Appendix: limits and scaling of the self-trapping criterion

A.1 Functional and natural units

An exciton of translational mass M and centre-of-mass amplitude ψ (∫|ψ|² = 1) couples to the dilation Δ through a deformation potential Ξ. Energies are measured from the free-exciton band bottom, and the lattice is static:

E = A∫|∇ψ|² + Ξ∫Δ|ψ|² + (C/2)∫Δ², A = ħ²/2M.

Minimising over Δ gives Δ = −Ξ|ψ|²/C and

E = A∫|∇ψ|² − G∫|ψ|⁴, G = Ξ²/2C. (1)

In three dimensions (1) contains one length, ℓ = G/A = MΞ²/(ħ²C), and one energy, ħ²/(Mℓ²) = ħ⁶C²/(M³Ξ⁴). Dilating a fixed shape of radius r, with x = a₀/r ≤ 1 and a₀ the site spacing, gives in d dimensions

E(x) = Bx² − E_LR x^d. (2)

Requiring x = 1 to be the one-site state makes B the height of the band centre above the band bottom and E_LR = G/v₀, with v₀ the volume per site. Two ratios remain: g = E_LR/B and γ = ħω/B, ω being a typical phonon frequency. Equation (2) is the limit γ → 0. The barrier is due to Rashba (1957), the criterion to Toyozawa (1961).

A.2 Regimes of g

For d > 2 the stationary point is a maximum, x* = (2/dg)^(1/(d−2)), of height W = B(1 − 2/d)x*². For d = 3,

x* = 2/(3g), W = 4B/(27g²) = 4B³/(27E_LR²). (3)

For g < 2/3, x* > 1 and only the free state exists. For 2/3 < g < 1 the trapped state is metastable, with escape barrier W′ = B[g − 1 + 4/(27g²)] ≈ (9/4)B(g − 2/3)² near the lower end. For g > 1 it is the ground state, and the free state stays metastable at any g, behind a barrier that falls from 0.148B at g = 1 as g⁻² while the saddle widens as g.

For d = 2, (2) is (B − E_LR)x²: a threshold at g = 1 and no barrier. For d = 1 there is always a minimum, x = g/2 with E = −Bg²/4 for g < 2, and x = 1 beyond. The exact minimiser of (1) on a line, a sech profile, has E = −G²/(12A), which is −Bg²/6 for a nearest-neighbour chain.

A.3 Shape and lattice corrections

Trapped side. With z neighbours and transfer t = B/z, an amplitude η on each neighbour gives E ≈ B − E_LR − 2Bη + 2zE_LRη², so η = 1/(2zg) and E ≈ B[1 − g − 1/(2zg)]. The threshold drops to about 1 − 1/(2z): by 0.04 on the fcc halide sublattice (z = 12), where hops among the neighbours add a further 0.007.

Wide saddle, g ≫ 1. The saddle of (1) is the minimum over shapes of the maximum over scale, W = (4/27)(T³/V²)A³/G² with T = ∫|∇ψ|², V = ∫|ψ|⁴. In units of ħ²/(Mℓ²) a Gaussian gives 2π³ = 62.0, and ψ ∝ exp(−r/R) gives 128π²/27 = 46.8 at R* = 3ℓ/(16π). Both are upper bounds. The Hölder and Sobolev inequalities give T³/V² ≥ 27(π/2)⁴, hence the lower bound π⁴/8 = 12.2. For nearest-neighbour fcc with cube edge a, A = Ba²/12 and v₀ = a³/4, so Wg²/B lies between 0.23 and 0.87. For simple cubic (A = Ba₀²/6) it lies between 0.11 and 0.43. The exponent in (3) is thus exact at large g, while the prefactor 4/27 is an interpolation, too small for fcc. The continuum form needs R* = 0.179ga well above the neighbour distance a/√2, so the crossover lies near g = 4.

Intermediate g. The hypercubic trial state ψ_n ∝ η^(|n₁|+…+|n_d|) has

E/B = (1 − η)²/(1 + η²) − g p^d, p = (1 − η²)(1 + η⁴)/(1 + η²)³.

For d = 3 and g = 2 its maximum is 0.074 at η = 0.56, an upper bound for simple cubic, against 0.037 from (3).

Two dimensions. Since d = 2 is marginal, shape decides. On the square lattice a wide Gaussian has negative energy only for g > π/2. The optimal (Townes) profile, with norm N ≈ 11.7 taken as an approximate input, has V/T = 2/N, which places the instability of the free state at g = N/8 = 1.46. The one-site state is already below the band bottom at g = 1, so between these values a barrier does exist; only above the upper one is trapping barrier-free.

A.4 Long-range coupling

For a charged carrier the ionic polarisation adds −E_p x to (2). In d = 3 the free state becomes a large polaron, and the barrier above it is

W = 4(B² − 3E_LR E_p)^(3/2)/(27E_LR²) ≈ (4B/27g²)[1 − 9gE_p/(2B)], (4)

vanishing at E_p = B²/(3E_LR). For a neutral exciton of internal radius a_x ≪ r the electron and hole form factors cancel up to order q²a_x², the polar energy scales as a_x⁴/r⁵, that is as x⁵, and (3) survives. For r ≲ a_x the cancellation fails.

A.5 Regimes of γ

For γ ≪ 1 the free state gains a second-order self-energy of order gγB, which shifts the threshold by order γ, and the trapped band is narrowed by exp(−E_LR/ħω). In d = 1 the soliton is meaningful only if Bg²/6 ≫ ħω, or g ≫ (6γ)^½; below that the exciton is a weakly dressed band state. For γ ≫ 1 the lattice follows the exciton, the band narrows smoothly and no barrier is defined. Acoustic tunnelling (sound velocity s) has an action of order WR*/s ∝ ħ²/(Msℓ), falling only as 1/g. Activation takes over at T₀ = ħω_b/(2πk_B) for a parabolic barrier top of frequency ω_b.

A.6 Numbers for KI and RbI

With the compiled a = 7.07 Å for KI (300 K, Wikipedia), v₀ = 88.3 Å³ and a₀ = v₀^⅓ = 4.45 Å. Only compatible strains relax, so C is a longitudinal modulus. For a unit wave vector n the cubic Christoffel matrix gives C(n) = C₁₂ + C₄₄ + 1/σ, σ = Σᵢ nᵢ²/[C₄₄ + (C₁₁ − C₁₂ − 2C₄₄)nᵢ²]. The compiled C₁₁, C₁₂, C₄₄ = 27.6, 4.5, 3.7 GPa (Oses 2018) give 27.6 GPa along [100], 17.1 GPa along [111], and C = 20 GPa from the angular average of 1/C(n). The bulk modulus, 12.2 GPa (compiled, Toher 2017), would inflate E_LR by a factor 1.6.

Take as approximate inputs B ≈ 0.6 eV (M = 6ħ²/(Ba²) = 1.5 m₀), Ξ ≈ 3 eV and ħω ≈ 10 meV, so γ = 0.017 and the one-dimensional scale (6γ)^½ is 0.32. With Cv₀ = 11.0 eV, E_LR = 0.41 eV (0.30 to 0.48 eV over the range of C) and g = 0.68; g = 1 needs Ξ = 3.6 eV. This acoustic estimate underestimates the relaxation in KI by a large factor and fails to give stable trapping, because the real trapped exciton forms an I₂⁻ bond, which elasticity does not describe.

Alternatively, E_LR follows from the luminescence. For linear coupling the trapped state lies at B − E_LR and the vertical final state holds strain energy E_LR, so the trapped band lies S = 2E_LR − B below the free line and W = 16B³/[27(S + B)²]. Approximate line positions serve as inputs: 5.8 eV (free), 4.1 eV (σ), 3.3 eV (π) for KI, and 5.7, 3.9, 2.3 eV for RbI, with the same B.

band     S (eV)   E_LR (eV)   g     x*     W (meV)
KI σ     1.7      1.15        1.9   0.35   24
KI π     2.5      1.55        2.6   0.26   13
RbI σ    1.8      1.20        2.0   0.33   22
RbI π    3.4      2.00        3.3   0.20   8

All rows have g > 1: a stable trapped state beside a metastable free one, which is the condition for coexisting emission. The π bands include late off-centre relaxation that plays no part at the saddle, so the σ rows are the better guide. Only the scale, tens of meV, is supported, for four reasons, given for KI σ. Varying B from 0.5 to 0.7 eV moves W from 15 to 35 meV. The lattice prefactor may raise W by a factor of two or more. The zero-point energy ħω/2 = 5 meV is not small, W/ħω being 2.4. Finally, polar coupling lowers W. With ε∞ = 2.7 (compiled, Van Vechten 1969) and a typical static ε_s ≈ 5, E_p ≈ (e²/8πε₀a₀)(1/ε∞ − 1/ε_s) = 0.28 eV, above the critical 0.10 eV, so a bare hole with the same B and E_LR meets no barrier, and an uncancelled tenth of E_p multiplies W by 0.63. The compiled gap of 6.1 eV (Aguado 1998) implies a binding E_b = 0.3 eV and a hydrogenic a_x = e²/(8πε₀ε∞E_b) of about 9 Å, uncertain by tens of per cent and probably too large. The saddle size is comparable: a₀/x* = 13 Å from (3), while the exponential has R* = 2.4 Å and rms radius 4.2 Å, below the 5.0 Å neighbour distance. The difference between the KI and RbI σ rows is therefore not significant.

The trapped state is immobile as a band state (E_LR/ħω = 115). Tunnelling dominates below T₀ ≈ 18 K if ω_b ≈ ω. With attempt frequency ν = ω/2π = 2.4×10¹² s⁻¹ and a typical free-exciton lifetime τ ≈ 1 ns, activated trapping overtakes the decay at W/[k_B ln(ντ)] = 36 K, ln(ντ) being 7.8. This temperature is proportional to W and inherits its uncertainty, while ν and τ enter only logarithmically.